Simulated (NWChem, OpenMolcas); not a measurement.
## A ladder of methods for InNH2Cl (SMILES [NH2][In][Cl])

The species is InNH2Cl (5 atoms), meant as a doublet with charge 0. SMILES: `[NH2][In][Cl]`. The shape is that of a PBE0-D4/def2-TZVP optimisation. This is one conformer, not always the lowest.

Quantity: the vertical ionisation energy (to the singlet cation), in eV. The values are calculated.

```
                             level             kind     program  value (eV)  CPU time (all runs)
  USVWN5/def2-SVP (core potential)              LDA  OpenMolcas        8.39                 29 s
U-revPBE/def2-SVP (core potential)              GGA  OpenMolcas        8.16                 41 s
    UPBE/def2-SVP (core potential)              GGA      NWChem        8.21                 72 s
U-r2SCAN/def2-SVP (core potential)         meta-GGA  OpenMolcas        8.48                 56 s
  UM06-L/def2-SVP (core potential)         meta-GGA  OpenMolcas        8.21                 52 s
 UM06-2X/def2-SVP (core potential)  hybrid meta-GGA      NWChem        8.50                 81 s
  UBHLYP/def2-SVP (core potential)    global hybrid  OpenMolcas        8.51                 36 s
   UPBE0/def2-SVP (core potential)    global hybrid  OpenMolcas        8.44                 39 s
```

Spin-orbit coupling, which can split open shells on such heavy atoms by tenths of an eV, is left out. The values span 8.16 to 8.51 eV. Times are those of the runs behind each value, whatever else they computed, on shared processors of several kinds: orders of magnitude only.

The functionals agree fairly well on the energy needed to ionise this radical, and the differences don't follow the usual ladder. The three hybrids lie at 8.44 to 8.51 eV, above both GGAs and M06-L, but r2SCAN reaches 8.48 eV without any exact exchange, and the LDA value also exceeds both GGA values. Exact exchange therefore can't be the only source of the spread; the treatment of semilocal exchange and correlation probably matters as well.

Chemically, the radical is formally In(II), and the electron lost is probably the unpaired one in an indium-centred orbital of mixed 5s and 5p character, pointing away from the two ligands. Its removal gives closed-shell In(III), which with only two ligands favours a linear arrangement that frees the 5s orbital for bonding. The cation should therefore relax markedly by opening its N-In-Cl angle, putting the adiabatic ionisation energy below the vertical one. Because every level shares the same small basis, the spread measures sensitivity to the functional, not the total error.
